**Ionisation energies of iodine ions: spin-orbit coupling, exchange and correlation**

The table holds energies to remove one electron from I16+ to I52+, from two-component X2C-1e GHF and GMP2 calculations in PySCF with and without a screened spin-orbit term, beside NIST's tabulated values. The program compares shell jumps with $n^2$ ratios, fits the six 2p spin-orbit shifts with a jj count plus a Slater $F_2$ penalty, and sets this against first-order LS coupling. The jj model with $F_2 = 4.78$ eV leaves an rms residual of 0.8 eV, against 107.1 eV for LS coupling. The 3d row I29+ has the sign opposite to the bare jj count. It also prints the errors against the tabulated values by shell and compares the excess of the two 1s rows with the QED scale and with the leading two-electron contact terms.

Ionisation energies of iodine ions as differences of total energies, from PySCF 2.14.0 with two-component X2C-1e GHF and GMP2, a Gaussian nucleus and even-tempered s to f basis sets scaled to each ion. GHF uses one spinor determinant set up in jj occupation. Screened-SO includes the one-electron spin-orbit term with screened-nucleus factors; spin-free omits it.

## Program and output

```python
# Table: ionisation energies (eV) of iodine ions, PySCF X2C-1e GHF and GMP2, spin-free and screened spin-orbit, NIST values.
# Tested: n^2 shell jumps, Lande + Slater F2 model of the spin-free shift (jj against LS), leading relativistic 1s terms.
T = {
    'species': ['I16+', 'I17+', 'I19+', 'I23+', 'I24+', 'I25+', 'I27+', 'I29+', 'I33+', 'I34+', 'I35+', 'I36+', 'I39+', 'I40+', 'I41+', 'I42+', 'I43+', 'I44+', 'I45+', 'I46+', 'I47+', 'I48+', 'I49+', 'I50+', 'I51+', 'I52+'],
    'N': [37, 36, 34, 30, 29, 28, 26, 24, 20, 19, 18, 17, 14, 13, 12, 11, 10, 9, 8, 7, 6, 5, 4, 3, 2, 1],
    'config': ['[Kr] (4d3/2)1', '[Kr]', '[Ar] 3d10 4s2 (4p1/2)2 (4p3/2)2', '[Ar] 3d10 4s2', '[Ar] 3d10 (4s1/2)1', '[Ar] 3d10', '[Ar] (3d3/2)4 (3d5/2)4', '[Ar] (3d3/2)4 (3d5/2)2', '[Ar] (3d3/2)2', '[Ar] (3d3/2)1', '[Ar]', '[Ne] 3s2 (3p1/2)2 (3p3/2)3', '[Ne] 3s2 (3p1/2)2', '[Ne] 3s2 (3p1/2)1', '[Ne] 3s2', '[Ne] (3s1/2)1', '[Ne]', '[He] 2s2 (2p1/2)2 (2p3/2)3', '[He] 2s2 (2p1/2)2 (2p3/2)2', '[He] 2s2 (2p1/2)2 (2p3/2)1', '[He] 2s2 (2p1/2)2', '[He] 2s2 (2p1/2)1', '[He] 2s2', '[He] (2s1/2)1', '1s2', '(1s1/2)1'],
    'final': ['[Kr]', '[Ar] 3d10 4s2 (4p1/2)2 (4p3/2)3', '[Ar] 3d10 4s2 (4p1/2)2 (4p3/2)1', '[Ar] 3d10 (4s1/2)1', '[Ar] 3d10', '[Ar] (3d3/2)4 (3d5/2)5', '[Ar] (3d3/2)4 (3d5/2)3', '[Ar] (3d3/2)4 (3d5/2)1', '[Ar] (3d3/2)1', '[Ar]', '[Ne] 3s2 (3p1/2)2 (3p3/2)3', '[Ne] 3s2 (3p1/2)2 (3p3/2)2', '[Ne] 3s2 (3p1/2)1', '[Ne] 3s2', '[Ne] (3s1/2)1', '[Ne]', '[He] 2s2 (2p1/2)2 (2p3/2)3', '[He] 2s2 (2p1/2)2 (2p3/2)2', '[He] 2s2 (2p1/2)2 (2p3/2)1', '[He] 2s2 (2p1/2)2', '[He] 2s2 (2p1/2)1', '[He] 2s2', '[He] (2s1/2)1', '1s2', '(1s1/2)1', 'bare nucleus'],
    'frozen': [28, 10, 10, 10, 10, 10, 10, 10, 10, 10, 2, 2, 2, 2, 2, 2, 0, 0, 0, 0, 0, 0, 0, 0, 0, 0],
    'ghf_screened_so': [393.38, 503.87, 567.76, 758.15, 794.0, 1398.5, 1553.73, 1720.73, 2093.17, 2181.86, 2431.73, 2511.18, 2836.96, 2928.66, 3097.7, 3185.57, 7343.35, 7568.75, 7817.14, 8050.21, 8609.35, 8874.09, 9204.96, 9429.11, 38782.77, 39762.78],  # eV
    'gmp2_screened_so': [0.49, 1.12, 0.84, 2.46, 1.15, 1.4, 1.2, 0.89, -0.17, -0.29, 0.84, 1.03, 1.86, 0.27, 3.5, 0.72, 1.51, 1.54, -0.26, -0.43, 2.33, -1.76, 6.31, 0.2, 1.56, None],  # eV
    'ghf_spin_free': [None, None, None, 0.04, 0.04, 5.14, 3.37, -4.3, -6.39, -9.15, 22.67, 20.24, -42.67, -53.44, 0.1, 0.1, 96.85, 91.2, 65.19, 130.68, -199.64, -232.59, 0.0, 0.0, 0.0, 0.0],  # eV
    'gmp2_spin_free': [None, None, None, 2.49, 1.19, 6.53, 4.6, -3.23, -6.7, -9.46, 23.51, 21.29, -41.97, -53.03, 3.51, 0.82, 98.37, 92.8, 66.88, 130.45, -199.93, -233.34, 5.71, 0.2, 1.56, None],  # eV
    'ref': [393.0, 505.0, 569.0, 762.0, 800.8, 1397.0, 1553.0, 1720.0, 2093.0, 2181.0, 2431.0, 2510.0, 2836.0, 2926.0, 3096.0, 3185.5, 7337.0, 7563.0, 7811.0, 8044.0, 8601.0, 8867.0, 9196.0, 9421.1, 38717.0, 39721.5],  # eV
    'kind': ['theoretical', 'theoretical', 'theoretical', 'theoretical', 'semi-empirical', 'theoretical', 'theoretical', 'theoretical', 'theoretical', 'theoretical', 'theoretical', 'theoretical', 'theoretical', 'theoretical', 'theoretical', 'semi-empirical', 'theoretical', 'theoretical', 'theoretical', 'theoretical', 'theoretical', 'theoretical', 'theoretical', 'theoretical', 'theoretical', 'theoretical'],
}
import numpy as np
from scipy.constants import alpha, physical_constants as pc
from scipy.optimize import brentq
from scipy.special import betainc
Eh = pc['Hartree energy in eV'][0]; mc2 = Eh/alpha**2; Z = 53
Ns = [int(x) for x in T['N']]
col = lambda k: {n: (None if v is None else float(v)) for n, v in zip(Ns, T[k])}
g, c, s, c0, ref = map(col, ['ghf_screened_so', 'gmp2_screened_so', 'ghf_spin_free', 'gmp2_spin_free', 'ref'])
sp = dict(zip(Ns, T['species']))
lim = [(2,1,0,1),(4,2,0,1),(6,2,1,1),(10,2,1,2),(12,3,0,1),(14,3,1,1),(18,3,1,2),(22,3,2,2),(28,3,2,3),(30,4,0,1),(32,4,1,1),(36,4,1,2),(40,4,2,2)]
sh = lambda N: next(t[1:] for t in lim if N <= t[0])   # n, l, k = j + 1/2 of the removed electron
dirac = lambda z, n, k: mc2*(1 - (1 + (z*alpha/(n - k + np.sqrt(k*k - (z*alpha)**2)))**2)**-0.5)
ze = {N: brentq(lambda z: dirac(z, sh(N)[0], sh(N)[2]) - g[N], 1, 60) for N in Ns}
jj = lambda N: sh(N)[1]/2 if sh(N)[2] > sh(N)[1] else -(sh(N)[1] + 1)/2
def eso(q, l):   # first-order spin-orbit energy of the Hund level of l^q, in units of zeta
    if q in (0, 2*l + 1): return 0.0
    L = sum(l - i for i in range(min(q, 4*l + 2 - q)))
    return -(L + 1)/2 if q < 2*l + 1 else -L/2
ends = {(2,1): (5,10), (3,1): (13,18), (3,2): (19,28)}   # one-electron and one-hole rows
ls = lambda N: eso(N - ends[sh(N)[:2]][0] + 1, sh(N)[1]) - eso(N - ends[sh(N)[:2]][0], sh(N)[1])
def zeta(N):
    a, b = ends[sh(N)[:2]]; return float(np.interp(N, [a, b], [s[a]/jj(a), s[b]/jj(b)]))
print('ion shell Zeff screening/(N-1) | GHF, GMP2 less tabulated (eV; most rounded to +-0.5) | shift/zeta, LS, jj (* sets zeta)')
eg = {N: g[N] - ref[N] for N in Ns}; em = {N: eg[N] + c[N] for N in Ns if c[N] is not None}
for N in Ns:
    n, l, k = sh(N)
    a = f'{(Z - ze[N])/(N - 1):.2f}' if N > 1 else '-'; b = f'{em[N]:+.1f}' if N in em else '-'
    d = f' | {s[N]/zeta(N):+.2f} {ls(N):+.1f} {jj(N):+.1f}' + '*'*(N in ends[n, l]) if (n, l) in ends else ''
    print(f"{sp[N]} {n}{'spd'[l]}{2*k - 1}/2 {ze[N]:.2f} {a} | {eg[N]:+.1f} {b}{d}")
print('jump ratio (n^2 ratio): ' + ', '.join(f'{sp[a]}>{sp[a-1]} {g[a-1]/g[a]:.2f} ({(sh(a)[0]/sh(a-1)[0])**2:.2f})' for a in (37, 29, 11, 3)))
p = [10, 9, 8, 7, 6, 5]; y = np.array([s[N] for N in p])
st = np.diff([g[N] for N in p]); st0 = st + np.diff(y)
print('2p steps I43+ to I48+, screened-SO (eV):', ' '.join(f'{x:.0f}' for x in st))
print('2p steps I43+ to I48+, spin-free (eV):  ', ' '.join(f'{x:.0f}' for x in st0))
for (n, l), e in ends.items():
    h = alpha**2*Eh/2/(n**3*l*(l + 0.5)*(l + 1))
    print(f"zeta {n}{'spd'[l]}: hydrogenic Z=53 {h*Z**4:.1f} eV; " + '; '.join(f'{sp[N]} {zeta(N):.1f} eV, charge implied {(zeta(N)/h)**0.25:.1f}' for N in e))
m = np.array([0, -2, -8, 5, 5, 0.]); x = np.array(p) - 7.5   # m: Slater count of F2, jj state against Hund term
def fit(f, withF):
    k = np.array([f(N) for N in p]); A = np.column_stack([k, k*x] + [m]*withF)
    w = np.linalg.lstsq(A, y, rcond=None)[0]; r = y - A @ w; return w, r, np.sqrt(np.mean(r**2))
w, r, rms = fit(jj, 1)
print(f'2p shifts, jj + F2: zeta {w[0]:.1f}{w[1]:+.1f}(N-7.5), F2 {w[2]:.2f} eV; residuals', ' '.join(f'{v:+.1f}' for v in r))
print(f'2p rms (eV; rounding 0.005): jj + F2 {rms:.1f}, jj without F2 {fit(jj, 0)[2]:.1f}, first-order LS {fit(ls, 0)[2]:.1f}; zeta/F2 {w[0]/w[2]:.0f}')
Fs = (st0[2] - np.delete(st0, 2).mean())/15; Fh = 45/512/25*np.mean([ze[N] for N in p])*Eh
F3 = [(s[17] - jj(17)*zeta(17))/-2, (s[14] - jj(14)*zeta(14))/5]
print(f'F2 (eV): 2p spin-free step {Fs:.2f}, hydrogenic at mean Zeff {Fh:.2f}; 3p from I36+ {F3[0]:.2f}, I39+ {F3[1]:.2f}, zeta/F2 {zeta(15.5 and 16)/np.mean(F3):.0f}')
q = alpha/np.pi*(Z*alpha)**4*mc2; D = alpha**2*Z**3/8*Eh; ga = np.sqrt(1 - (Z*alpha)**2)
print(f'I52+: point Dirac less GHF {dirac(Z,1,1) - g[1]:.1f} eV; excess {eg[1]:.1f} = {eg[1]/q:.2f} x QED scale {q:.1f}; scaled Zeff^4/n^3: I50+ {eg[1]/8*(ze[3]/Z)**4:.1f}, I42+ {eg[1]/27*(ze[11]/Z)**4:.1f}')
ex = eg[2] - eg[1]
print(f'I51+ excess less I52+ excess {ex:.1f} eV; a^2Z^3/8 = {D:.1f}, less GMP2 {D - c[2]:.1f}; spin-spin contact alone less GMP2 {2*D - c[2]:.1f}')
J = (2*Z/ga*betainc(2*ga + 1, 2*ga, 0.5) - 25/256)*Eh
print(f'I52+ less I51+: GHF {g[1] - g[2]:.1f} eV, 5Z/8 {5*Z/8*Eh:.1f}, relaxed Dirac 1s Coulomb {J:.1f}, GHF above it {g[1] - g[2] - J:.1f}, tabulated {ref[1] - ref[2]:.1f}')
for name, lo, hi in (('n=4', 29, 37), ('3d', 19, 28), ('3s3p', 11, 18), ('2s2p', 3, 10)):
    G = [N for N in Ns if lo <= N <= hi]; sm = max(abs(s[N]) for N in G if s[N] is not None)
    print(f'{name}: max |shift| {sm:.2f}, GMP2 term {min(c[N] for N in G):+.2f} to {max(c[N] for N in G):+.2f}; mean |error| GHF {np.mean([abs(eg[N]) for N in G]):.1f}, GMP2 {np.mean([abs(em[N]) for N in G]):.1f} eV; GMP2 closer {sum(abs(em[N]) < abs(eg[N]) for N in G)}/{len(G)}; worst GHF {max(abs(eg[N])/ref[N] for N in G)*100:.2f}%')
print('GMP2 term with / without spin-orbit (eV): ' + ', '.join(f'{sp[N]} {c[N]:.2f}/{c0[N] - s[N]:.2f}' for N in (30, 29, 12, 11, 6, 5, 4, 3)))
assert all(abs(s[N]) < 0.15 for N in Ns if sh(N)[1] == 0)
assert np.argmax(st) == 3 and np.argmax(st0) == 2
assert 0.7*Fh < w[2] < 1.3*Fh and s[24]*jj(24) < 0
assert abs(ex - (D - c[2])) < abs(ex - (2*D - c[2]))
```

It prints:

```
ion shell Zeff screening/(N-1) | GHF, GMP2 less tabulated (eV; most rounded to +-0.5) | shift/zeta, LS, jj (* sets zeta)
I16+ 4d3/2 21.49 0.88 | +0.4 +0.9
I17+ 4p3/2 24.31 0.82 | -1.1 -0.0
I19+ 4p3/2 25.80 0.82 | -1.2 -0.4
I23+ 4s1/2 29.71 0.80 | -3.9 -1.4
I24+ 4s1/2 30.40 0.81 | -6.8 -5.6
I25+ 3d5/2 30.39 0.84 | +1.5 +2.9 | +1.00 +1.0 +1.0*
I27+ 3d5/2 32.03 0.84 | +0.7 +1.9 | +0.63 +0.0 +1.0
I29+ 3d5/2 33.71 0.84 | +0.7 +1.6 | -0.77 -1.0 +1.0
I33+ 3d3/2 37.10 0.84 | +0.2 +0.0 | -1.07 -0.5 -1.5
I34+ 3d3/2 37.87 0.84 | +0.9 +0.6 | -1.50 -1.5 -1.5*
I35+ 3p3/2 39.96 0.77 | +0.7 +1.6 | +0.50 +0.5 +0.5*
I36+ 3p3/2 40.61 0.77 | +1.2 +2.2 | +0.43 +0.0 +0.5
I39+ 3p1/2 42.78 0.79 | +1.0 +2.8 | -0.82 +0.0 -1.0
I40+ 3p1/2 43.44 0.80 | +2.7 +2.9 | -1.00 -1.0 -1.0*
I41+ 3s1/2 44.65 0.76 | +1.7 +5.2
I42+ 3s1/2 45.26 0.77 | +0.1 +0.8
I43+ 2p3/2 46.30 0.74 | +6.4 +7.9 | +0.50 +0.5 +0.5*
I44+ 2p3/2 47.00 0.75 | +5.8 +7.3 | +0.45 +0.0 +0.5
I45+ 2p3/2 47.76 0.75 | +6.1 +5.9 | +0.31 -0.5 +0.5
I46+ 2p3/2 48.46 0.76 | +6.2 +5.8 | +0.60 +1.0 +0.5
I47+ 2p1/2 49.25 0.75 | +8.4 +10.7 | -0.89 +0.0 -1.0
I48+ 2p1/2 49.97 0.76 | +7.1 +5.3 | -1.00 -1.0 -1.0*
I49+ 2s1/2 50.85 0.72 | +9.0 +15.3
I50+ 2s1/2 51.44 0.78 | +8.0 +8.2
I51+ 1s1/2 52.37 0.63 | +65.8 +67.3
I52+ 1s1/2 53.00 - | +41.3 -
jump ratio (n^2 ratio): I16+>I17+ 1.28 (1.00), I24+>I25+ 1.76 (1.78), I42+>I43+ 2.31 (2.25), I50+>I51+ 4.11 (4.00)
2p steps I43+ to I48+, screened-SO (eV): 225 248 233 559 265
2p steps I43+ to I48+, spin-free (eV):   220 222 299 229 232
zeta 2p: hydrogenic Z=53 238.2 eV; I48+ 232.6 eV, charge implied 52.7; I43+ 193.7 eV, charge implied 50.3
zeta 3p: hydrogenic Z=53 70.6 eV; I40+ 53.4 eV, charge implied 49.4; I35+ 45.3 eV, charge implied 47.4
zeta 3d: hydrogenic Z=53 14.1 eV; I34+ 6.1 eV, charge implied 43.0; I25+ 5.1 eV, charge implied 41.2
2p shifts, jj + F2: zeta 212.1-7.9(N-7.5), F2 4.78 eV; residuals +0.6 +0.6 -0.7 -1.3 +0.4 -0.8
2p rms (eV; rounding 0.005): jj + F2 0.8, jj without F2 19.2, first-order LS 107.1; zeta/F2 44
F2 (eV): 2p spin-free step 4.86, hydrogenic at mean Zeff 4.60; 3p from I36+ 1.62, I39+ 1.83, zeta/F2 28
I52+: point Dirac less GHF 2.9 eV; excess 41.3 = 1.55 x QED scale 26.6; scaled Zeff^4/n^3: I50+ 4.6, I42+ 0.8
I51+ excess less I52+ excess 24.5 eV; a^2Z^3/8 = 27.0, less GMP2 25.4; spin-spin contact alone less GMP2 52.4
I52+ less I51+: GHF 980.0 eV, 5Z/8 901.4, relaxed Dirac 1s Coulomb 953.7, GHF above it 26.4, tabulated 1004.5
n=4: max |shift| 0.04, GMP2 term +0.49 to +2.46; mean |error| GHF 2.7, GMP2 1.7 eV; GMP2 closer 4/5; worst GHF 0.85%
3d: max |shift| 9.15, GMP2 term -0.29 to +1.40; mean |error| GHF 0.8, GMP2 1.4 eV; GMP2 closer 2/5; worst GHF 0.11%
3s3p: max |shift| 53.44, GMP2 term +0.27 to +3.50; mean |error| GHF 1.2, GMP2 2.6 eV; GMP2 closer 0/6; worst GHF 0.09%
2s2p: max |shift| 232.59, GMP2 term -1.76 to +6.31; mean |error| GHF 7.1, GMP2 8.3 eV; GMP2 closer 3/8; worst GHF 0.10%
GMP2 term with / without spin-orbit (eV): I23+ 2.46/2.45, I24+ 1.15/1.15, I41+ 3.50/3.41, I42+ 0.72/0.72, I47+ 2.33/-0.29, I48+ -1.76/-0.75, I49+ 6.31/5.71, I50+ 0.20/0.20
```
